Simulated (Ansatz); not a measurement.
A series in volume per atom on Sr2O5

All results are calculated (Ansatz 0.2.0 development build). Equation of state of a cubic crystal from periodic Kohn-Sham density functional theory without spin; pressure corrected for the finite basis.

Cell of the first row (space group Pn-3m, No. 224):
```
CELL_PARAMETERS angstrom
5.68590 0.00000 0.00000
0.00000 5.68590 0.00000
0.00000 0.00000 5.68590
ATOMIC_POSITIONS crystal
Sr 0.00000 0.00000 0.00000
Sr 0.50000 0.50000 0.00000
Sr 0.50000 0.00000 0.50000
Sr 0.00000 0.50000 0.50000
O 0.50000 0.00000 0.00000
O 0.00000 0.50000 0.00000
O 0.00000 0.00000 0.50000
O 0.50000 0.50000 0.50000
O 0.75000 0.75000 0.25000
O 0.75000 0.25000 0.75000
O 0.25000 0.75000 0.75000
O 0.75000 0.25000 0.25000
O 0.25000 0.75000 0.25000
O 0.25000 0.25000 0.75000
```

Settings of every row: formula Sr2O5; structure type cubic X2O5; functional PBE; spin treatment none; k mesh 10x10x10; occupation method fermi-dirac; occupation width 0.061225619 eV; wave cutoff 930 eV; datasets hand-made PAW; density cutoff ratio 5.

Limits: a cubic model structure, not a phase known at ambient conditions; modest k-mesh, values are not fully converged in k; no spin polarisation, a magnetic state may lie lower.

| row | volume per atom (Å³) | pressure (GPa) | energy above lowest point (meV/atom) |
| --- | --- | --- | --- |
| 1 | 13.13 | 5.436 | 13.27 |
| 2 | 13.41 | 3.399 | 5.6 |
| 3 | 13.689 | 1.575 | 1.29 |
| 4 | 13.969 | -0.059 | 0 |
| 5 | 14.248 | -1.523 | 1.4 |
| 6 | 14.527 | -2.833 | 5.22 |
| 7 | 14.807 | ? | ? |

Question: what pressure and energy above lowest point should row 7 give?

Worked fit of pressure. Take u = (V_r/V)^(2/3) − 1 with V_r = 13.829 Å³ an atom, which is twice the finite (Eulerian) strain; such expansions in the strain, on which the Birch-Murnaghan equation of state is built, carry the rest volume and the bulk modulus. The shown rows have u = 0.03518, 0.02072, 0.00681, -0.00669, -0.0197, -0.03229. Least squares give pressure = 0.7353 + 121.514 × u + 342.84 × u² GPa; a straight line predicts inner rows, each left out in turn, worse (root mean square 0.15 against 0.0044 GPa). The rows lie off it by 0.002, -0.001, -0.004, 0.003, 0.002, -0.002. The pressure vanishes at u = -0.0062, or V = 13.96 Å³ an atom, and there the bulk modulus at fixed shape and fractions is B = −V dP/dV = (2/3)(1 + u) dP/du = 77.7 GPa. The withheld row has u = -0.04453, so the fit gives 0.7353 + 121.514 × (-0.04453) + 342.84 × (-0.04453)² = -3.996 GPa.

The calculation gave -4.007 GPa. The fit lies 0.011 GPa (0.12 % of the column's range) above it; its largest miss of a shown row is 0.004 GPa. This row lies beyond the range of the fit.

Worked fit of energy above lowest point. Take u = (V_r/V)^(2/3) − 1 with V_r = 13.829 Å³ an atom, which is twice the finite (Eulerian) strain; such expansions in the strain, on which the Birch-Murnaghan equation of state is built, carry the rest volume and the bulk modulus. The shown rows have u = 0.03518, 0.02072, 0.00681, -0.00669, -0.0197, -0.03229. Least squares give energy above lowest point = 0.289 + 95.31 × u + 7728.9 × u² + 1466 × u³ meV/atom; a parabola predicts inner rows, each left out in turn, worse (root mean square 0.02 against 0.0096 meV/atom). The rows lie off it by 0.00, 0.00, -0.01, 0.00, 0.00, 0.00. Its lowest point lies at u = -0.0062, or V = 13.96 Å³ an atom, and the curvature there gives the bulk modulus at fixed shape and fractions, B = (4/9)(1 + u)² E″(u)/V = 77.6 GPa. The withheld row has u = -0.04453, so the fit gives 0.289 + 95.31 × (-0.04453) + 7728.9 × (-0.04453)² + 1466 × (-0.04453)³ = 11.24 meV/atom.

The calculation gave 11.21 meV/atom. The fit lies 0.03 meV/atom (0.23 % of the column's range) above it; its largest miss of a shown row is 0.01 meV/atom. This row lies beyond the range of the fit.
